**Shifts of the Fe 3d level with an added electron: shell model, core relaxation and LDA eigenvalue errors**

The table holds the 3d up eigenvalue, <r>, <1/r> and Σ<r²> of Fe3+, of Fe2+ in 3d6 and of five excited 3d5 nl configurations, from spherical spin-polarised scalar-relativistic LDA atoms (Quantum ESPRESSO ld1.x). The program tests, without fitted parameters, whether level shifts from Fe3+ equal the <1/r> of the added electron, and whether the change of core <1/r> accounts for the 1s shift. The shell model exceeds the computed 3d shift by 2.7 to 13.7 % in the excited rows and by 84 % in 3d6, while the relaxed sum matches the 1s shift within 0.03 eV and 0.19 eV respectively. The 5f eigenvalue binds 0.50 eV less than the hydrogenic lower bound for core charge 3, and the 3d down level moves by 16.4 eV between empty and filled. The ionisation energies used for scale are rough recalled values.

Fe2+ and Fe3+ ions, computed with Quantum ESPRESSO 7.5 (ld1.x) as spherical all-electron atoms with a point nucleus. The method is spin-polarised, scalar-relativistic Kohn-Sham theory with the LDA-PW92 functional (Slater exchange, Perdew-Wang correlation). Eigenvalues are negative for bound levels.

## The fit in Python

```python
# Table: 3d up eigenvalue, <r>, <1/r> and sum of <r^2> for Fe2+ (3d6 and five 3d5 nl states) and Fe3+;
# Quantum ESPRESSO ld1.x, spherical spin-polarised scalar-relativistic LDA-PW92 atom.
# Tested: constant-potential shell model for level shifts, core relaxation, LDA eigenvalues as binding energies.
T = {
    'ion': ['Fe2+', 'Fe2+', 'Fe2+', 'Fe2+', 'Fe2+', 'Fe2+', 'Fe3+'],
    'Z': [26, 26, 26, 26, 26, 26, 26],
    'charge': [2, 2, 2, 2, 2, 2, 3],  # e
    'N': [24, 24, 24, 24, 24, 24, 23],
    'configuration': ['[Ar] (3d up)5 (3d down)1', '[Ar] (3d up)5 (5d up)1', '[Ar] (3d up)5 (5f up)1', '[Ar] (3d up)5 (6p up)1', '[Ar] (3d up)5 (7s up)1', '[Ar] (3d up)5 (7p up)1', '[Ar] (3d up)5'],
    'eigenvalue_3d_up': [-27.409, -40.852, -41.899, -41.819, -42.723, -42.923, -45.371],  # eV
    'mean_radius_3d_up': [1.0634, 0.97996, 0.97769, 0.97783, 0.97716, 0.977, 0.97594],  # bohr
    'mean_inverse_radius_3d_up': [1.2505, 1.3218, 1.3239, 1.3234, 1.324, 1.3241, 1.3249],  # 1/bohr
    'sum_of_r_squared': [16.28, 75.93, 124.7, 114.5, 202.8, 242.8, 13.13],  # bohr²
}
import numpy as np
from scipy.constants import physical_constants as pc
Ha = pc['Hartree energy in eV'][0]
e = np.array(T['eigenvalue_3d_up']); r = np.array(T['mean_radius_3d_up'])
u = np.array(T['mean_inverse_radius_3d_up']); r2 = np.array(T['sum_of_r_squared'])
lab = ['3d6', '5d', '5f', '6p', '7s', '7p']; n = [3, 5, 5, 6, 7, 7]; l = [2, 2, 3, 1, 0, 1]
# Further outputs of the same runs (rows in table order)
uo = np.array([1.21311, 0.1887545, 0.1311004, 0.1437618, 0.1054259, 0.09719955])  # added electron <1/r>
ro = np.array([1.113538, 7.449147, 9.896213, 9.534136, 13.06376, 14.35848])  # added electron <r>
eo = np.array([-23.6813, -6.323, -4.3962, -5.5506, -4.2194, -3.7575])  # added electron eigenvalue, eV
e1 = np.array([-7001.411, -7015.858, -7017.005, -7016.826, -7017.773, -7017.968, -7020.463])  # 1s up, eV
ed = np.array([-23.6813, -35.5124, -36.5703, -36.4844, -37.393, -37.5932, -40.0461])  # 3d down, eV
xc = np.array([-52.99902, -52.59479, -52.56451, -52.57684, -52.55836, -52.55468, -52.51025])  # hartree
occ = np.array([1, 1, 1, 1, 3, 3, 1, 1, 3, 3])  # <1/r> of 1s 2s 2p 3s 3p, up and down
C = np.array([
 [25.93153, 25.9317, 5.542191, 5.550668, 5.445765, 5.453511, 1.747444, 1.739494, 1.608756, 1.598072],
 [25.93113, 25.93137, 5.540356, 5.552227, 5.443779, 5.454625, 1.762757, 1.751321, 1.630855, 1.616126],
 [25.93112, 25.93136, 5.540411, 5.552244, 5.443817, 5.454627, 1.763201, 1.751831, 1.631504, 1.616827],
 [25.93109, 25.93135, 5.540346, 5.552173, 5.443749, 5.454545, 1.762919, 1.751548, 1.631109, 1.616441],
 [25.93111, 25.93134, 5.540375, 5.552207, 5.443781, 5.454592, 1.762995, 1.751606, 1.631253, 1.61654],
 [25.93111, 25.93135, 5.540368, 5.552203, 5.443774, 5.454582, 1.762993, 1.751591, 1.631251, 1.616524],
 [25.93112, 25.93136, 5.540394, 5.552239, 5.443806, 5.454627, 1.763077, 1.751638, 1.631412, 1.616616]])
s3 = e[:6] - e[6]; s1 = e1[:6] - e1[6]; fr = uo * Ha
x3 = 5 * (u[:6] - u[6]) * Ha; xa = (C[:6] - C[6]) @ occ * Ha; m2 = fr + x3 + xa
print(f"Spread of 3d up level: all Fe2+ rows {np.ptp(e[:6]):.2f} eV, 3d5 nl rows {np.ptp(e[1:6]):.2f} eV")
print("A. Shifts from Fe3+ against <1/r> of the added electron (eV)")
print("added   <1/r>  3d shift  excess  excess/shift %  3d radius change %")
for i in range(6):
    print(f"{lab[i]:4s} {fr[i]:7.3f} {s3[i]:8.3f} {fr[i]-s3[i]:7.3f} {100*(fr[i]/s3[i]-1):8.1f} {100*(r[i]/r[6]-1):12.2f}")
print(f"5f minus 6p: 3d level {e[2]-e[3]:.3f} eV, 3d radius {r[2]-r[3]:.5f} bohr")
print("B. 1s up shift against <1/r> plus change of core <1/r> (eV)")
print("added 1s shift  3d5 term  [Ar] term   model  model-1s  1s-3d shift")
for i in range(6):
    print(f"{lab[i]:4s} {s1[i]:8.3f} {x3[i]:8.3f} {xa[i]:9.3f} {m2[i]:8.3f} {m2[i]-s1[i]:8.3f} {s1[i]-s3[i]:8.3f}")
print(f"Rounding of the 3d <1/r> column affects the 3d5 term by up to {5e-4*Ha:.3f} eV")
print("C. Outer electron against a Coulomb field of core charge 3 (eV)")
print("outer binding  hydrogenic  defect  from <r>  shortfall  (2/3)|xc change|")
for i in range(1, 6):
    ns2 = (6 * ro[i] + l[i] * (l[i] + 1)) / 3; br = 4.5 * Ha / ns2
    d = n[i] - np.sqrt(4.5 * Ha / -eo[i])
    print(f"{lab[i]:4s} {-eo[i]:7.3f} {4.5*Ha/n[i]**2:9.3f} {d:9.3f} {br:8.3f} {br+eo[i]:8.3f} {2/3*abs(xc[i]-xc[6])*Ha:9.3f}")
b5 = 4.5 * Ha / 25
print(f"5f: binding below the hydrogenic bound by {b5+eo[2]:.3f} eV ({100*(b5+eo[2])/b5:.1f} %)")
print(f"5f: <r> {ro[2]:.2f} bohr, hydrogenic {63/6:.2f} bohr; charge-2 hydrogenic binding {2*Ha/25:.2f} eV")
print("D. Sum of <r^2> above Fe3+ against Coulomb <r^2> with n* from <r> (bohr^2)")
for i in range(1, 6):
    L = l[i] * (l[i] + 1); ns2 = (6 * ro[i] + L) / 3; m = ns2 * (5 * ns2 + 1 - 3 * L) / 18
    print(f"{lab[i]:4s} table {r2[i]-r2[6]:6.1f}  model {m:6.1f}  error {100*(m/(r2[i]-r2[6])-1):5.1f} %")
print(f"3d6  table {r2[0]-r2[6]:.2f}, own <r>^2 of 3d down only {ro[0]**2:.2f}")
print("E. 3d down level, empty in Fe3+ and filled in 3d6 (eV)")
mid = -(ed[0] + ed[6]) / 2
print(f"empty {ed[6]:.2f}, filled {ed[0]:.2f}, change {ed[0]-ed[6]:.2f}, mean binding {mid:.2f}")
print(f"filled level shallower than the mean by {mid+ed[0]:.2f}; rough recalled ionisation energy 31")
print(f"Fe3+ 3d up binding {-e[6]:.2f}; rough recalled ionisation energy 55; short by about {55+e[6]:.0f}")
sp = ed - e
print(f"3d splitting: 3d6 {sp[0]:.2f}, 3d5 nl {sp[1:6].min():.2f} to {sp[1:6].max():.2f}, Fe3+ {sp[6]:.2f} eV")
print(f"per unpaired 3d electron: 3d6 {sp[0]/4:.2f}, Fe3+ {sp[6]/5:.2f} eV")
assert np.all(s3 > 0) and np.all(s3 < fr)
assert np.all(np.abs(m2 - s1)[1:] < 0.05) and abs(m2[0] - s1[0]) < 0.3
assert -eo[2] < b5 and ro[2] < 63 / 6
assert np.all(np.abs(r[1:6] / r[6] - 1) < 0.005) and r[0] / r[6] > 1.05
```

Printed output:

```
Spread of 3d up level: all Fe2+ rows 15.51 eV, 3d5 nl rows 2.07 eV
A. Shifts from Fe3+ against <1/r> of the added electron (eV)
added   <1/r>  3d shift  excess  excess/shift %  3d radius change %
3d6   33.010   17.962  15.048     83.8         8.96
5d     5.136    4.519   0.617     13.7         0.41
5f     3.567    3.472   0.095      2.7         0.18
6p     3.912    3.552   0.360     10.1         0.19
7s     2.869    2.648   0.221      8.3         0.13
7p     2.645    2.448   0.197      8.0         0.11
5f minus 6p: 3d level -0.080 eV, 3d radius -0.00014 bohr
B. 1s up shift against <1/r> plus change of core <1/r> (eV)
added 1s shift  3d5 term  [Ar] term   model  model-1s  1s-3d shift
3d6    19.052  -10.123    -4.024   18.864   -0.188    1.090
5d      4.605   -0.422    -0.106    4.609    0.004    0.086
5f      3.458   -0.136     0.035    3.466    0.008   -0.014
6p      3.637   -0.204    -0.061    3.647    0.010    0.085
7s      2.690   -0.122    -0.029    2.717    0.027    0.042
7p      2.495   -0.109    -0.033    2.503    0.008    0.047
Rounding of the 3d <1/r> column affects the 3d5 term by up to 0.014 eV
C. Outer electron against a Coulomb field of core charge 3 (eV)
outer binding  hydrogenic  defect  from <r>  shortfall  (2/3)|xc change|
5d     6.323     4.898     0.599    7.246    0.923     1.534
5f     4.396     4.898    -0.278    5.147    0.750     0.984
6p     5.551     3.401     1.303    6.205    0.654     1.208
7s     4.219     2.499     1.613    4.687    0.467     0.873
7p     3.757     2.499     1.291    4.167    0.410     0.806
5f: binding below the hydrogenic bound by 0.502 eV (10.2 %)
5f: <r> 9.90 bohr, hydrogenic 10.50 bohr; charge-2 hydrogenic binding 2.18 eV
D. Sum of <r^2> above Fe3+ against Coulomb <r^2> with n* from <r> (bohr^2)
5d   table   62.8  model   63.4  error   0.9 %
5f   table  111.6  model  111.0  error  -0.5 %
6p   table  101.4  model  102.7  error   1.3 %
7s   table  189.7  model  191.1  error   0.7 %
7p   table  229.7  model  231.7  error   0.9 %
3d6  table 3.15, own <r>^2 of 3d down only 1.24
E. 3d down level, empty in Fe3+ and filled in 3d6 (eV)
empty -40.05, filled -23.68, change 16.36, mean binding 31.86
filled level shallower than the mean by 8.18; rough recalled ionisation energy 31
Fe3+ 3d up binding 45.37; rough recalled ionisation energy 55; short by about 10
3d splitting: 3d6 3.73, 3d5 nl 5.33 to 5.34, Fe3+ 5.32 eV
per unpaired 3d electron: 3d6 0.93, Fe3+ 1.06 eV
```
